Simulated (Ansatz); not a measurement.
A series in volume scale on W

Results calculated with Ansatz 0.2.0, not measured. Free energy against uniform scaling of the volume at fixed shape and fractions; periodic cell, basis, potentials, k mesh and filling as listed.

The cell before it is scaled or strained (space group Im-3m, No. 229):
```
CELL_PARAMETERS angstrom
-1.58230 1.58230 1.58230
1.58230 -1.58230 1.58230
1.58230 1.58230 -1.58230
ATOMIC_POSITIONS crystal
W 0.00000 0.00000 0.00000
```

Settings of every row: functional r2SCAN; dispersion none; potentials PAW; wave cutoff 550 eV; density cutoff 2200 eV; k mesh 13x13x13; k shift 0x0x0; occupations cold; smearing width 0.05 eV; spin none.

Limits: coarse k mesh, up to 40 meV an atom off; no spin-orbit coupling, which can matter with elements this heavy.

| row | volume scale | V (Å³/atom) | pressure (GPa) | energy above lowest point (meV/atom) |
| --- | --- | --- | --- | --- |
| 1 | 0.9 | 14.262 | 43.69 | 201.5 |
| 2 | 0.925 | 14.658 | 30.72 | 109.9 |
| 3 | 0.95 | 15.054 | 19.36 | 48.3 |
| 4 | 0.975 | 15.45 | 9.57 | 12.9 |
| 5 | 1 | 15.846 | ? | ? |
| 6 | 1.025 | 16.242 | -6.74 | 7.3 |
| 7 | 1.05 | 16.639 | -13.56 | 32.6 |
| 8 | 1.075 | 17.035 | -19.34 | 73.5 |
| 9 | 1.1 | 17.431 | -24.36 | 127.6 |

Question: what pressure should row 5 give?

Worked fit of pressure. Take u = (V_r/V)^(2/3) − 1 with V_r = 15.846 Å³ an atom, which is twice the finite (Eulerian) strain; such expansions in the strain, on which the Birch-Murnaghan equation of state is built, carry the rest volume and the bulk modulus. The shown rows have u = 0.07274, 0.05333, 0.03477, 0.01702, -0.01632, -0.03203, -0.04709, -0.06158. Least squares give pressure = 0.791 + 490.72 × u + 1345.3 × u² GPa; a straight line predicts inner rows, each left out in turn, worse (root mean square 2 against 0.1 GPa). The rows lie off it by 0.09, -0.07, -0.12, 0.04, 0.12, -0.01, -0.01, -0.03 (root mean square 0.075 GPa). The pressure vanishes at u = -0.0016, or V = 15.88 Å³ an atom, and there the bulk modulus at fixed shape and fractions is B = −V dP/dV = (2/3)(1 + u) dP/du = 324 GPa. The withheld row has u = 0, so the fit gives 0.791 + 490.72 × (0) + 1345.3 × (0)² = 0.79 GPa.

The calculation gave 0.97 GPa. The fit lies 0.18 GPa (19 % of the value, 0.26 % of the column's range) below it; its largest miss of a shown row is 0.12 GPa.

The other values of row 5: energy above lowest point 0 meV/atom.
